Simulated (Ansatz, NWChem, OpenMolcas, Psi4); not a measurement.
**Errors in the dipole moment**

10 molecules with halogens; the dipole moment in D, computed less measured. Shapes, held fixed at every level: PBE0-D4/def2-TZVP. No vibrational averaging. Dipoles are compared by magnitude; molecules under 1 D, whose direction can flip, are left out. Programs: Ansatz 0.2.0, NWChem 7.3.0, OpenMolcas 26.06, Psi4 1.11. A level may come from different programs for different species; with the same settings they agree closely. Measured values: NIST CCCBDB.

Levels: A = HF/STO-3G; B = PBE-D4/def2-TZVPP; C = B3LYP/6-31G* (Cartesian functions); D = wB97M-V/def2-TZVPP.

```tsv
molecule	measured	A	B	C	D
CH3Br (bromomethane)	1.81	-0.13	+0.02	+0.20	+0.08
CH3F (fluoromethane)	1.85	-0.70	-0.18	-0.16	-0.07
CHBrF2 (bromodifluoromethane)	1.50	-0.16	-0.22	-0.11	-0.13
SO2F2 (sulfuryl fluoride)	1.12	+0.32	-0.01	+0.06	+0.04
C2F3N (cyanotrifluoromethane)	1.33	+0.08	+0.15	+0.15	+0.07
C2H3Br (SMILES C=CBr)	1.42	-0.02	-0.09	+0.12	+0.05
C2H3F (SMILES C=CF)	1.43	-0.55	-0.23	-0.23	-0.09
C2H3ClO (SMILES CC(=O)Cl)	2.72	-0.09	-0.05	+0.05	+0.06
C2H4F2 (SMILES CC(F)F)	2.27	-0.77	-0.22	-0.34	-0.08
C2H5Br (bromoethane)	2.03	-0.15	+0.04	+0.21	+0.10
```

Problem. Which level does best on this set, which worst, and which err to one side?

Solution. 
```csv
level,kind,mean error,mean absolute error,worst case
HF/STO-3G,Hartree–Fock,-0.217,0.297,C2H4F2
PBE-D4/def2-TZVPP,GGA,-0.079,0.121,C2H3F
B3LYP/6-31G* (Cartesian functions),global hybrid,-0.005,0.163,C2H4F2
wB97M-V/def2-TZVPP,range-separated hybrid,+0.003,0.077,CHBrF2
```

On this set wB97M-V/def2-TZVPP has the smallest mean absolute error and HF/STO-3G the largest. HF/STO-3G is too low in 8 of 10; PBE-D4/def2-TZVPP is too low in 7 of 10. The tabulated value of C2F3N is in doubt (older tables, estimates, or at odds with other calculations) and kept here. Over the 9 molecules whose values aren't doubted the mean absolute errors are A 0.321; B 0.118; C 0.164; D 0.078. Relativity is left out for Br. The set is small.

The near-zero mean error of B3LYP/6-31G* is largely a cancellation: it makes fluoromethane, fluoroethene and 1,1-difluoroethane too weakly polar and the three monobromides too strongly polar. wB97M-V shows the same split in milder form, so its small mean also hides errors of opposite sign. Those three fluorides come out low at every level, most severely with HF/STO-3G. Hartree–Fock near the basis-set limit usually exaggerates polarity, so the deficit there points to the minimal basis, which has too little freedom to describe the compact, electron-rich fluorine and the polarisation of the C–F bond. Sulfuryl fluoride breaks the pattern, with HF/STO-3G too high by 0.32 D. Its net moment reflects a balance between S–O and S–F bond polarities, and a minimal basis without d functions on sulfur probably upsets that balance. PBE-D4 and wB97M-V share the def2-TZVPP basis, so those two can be compared as functionals on this small set; HF/STO-3G and B3LYP/6-31G* each differ from the other levels in both method and basis, so their places in the ranking belong to the combinations.
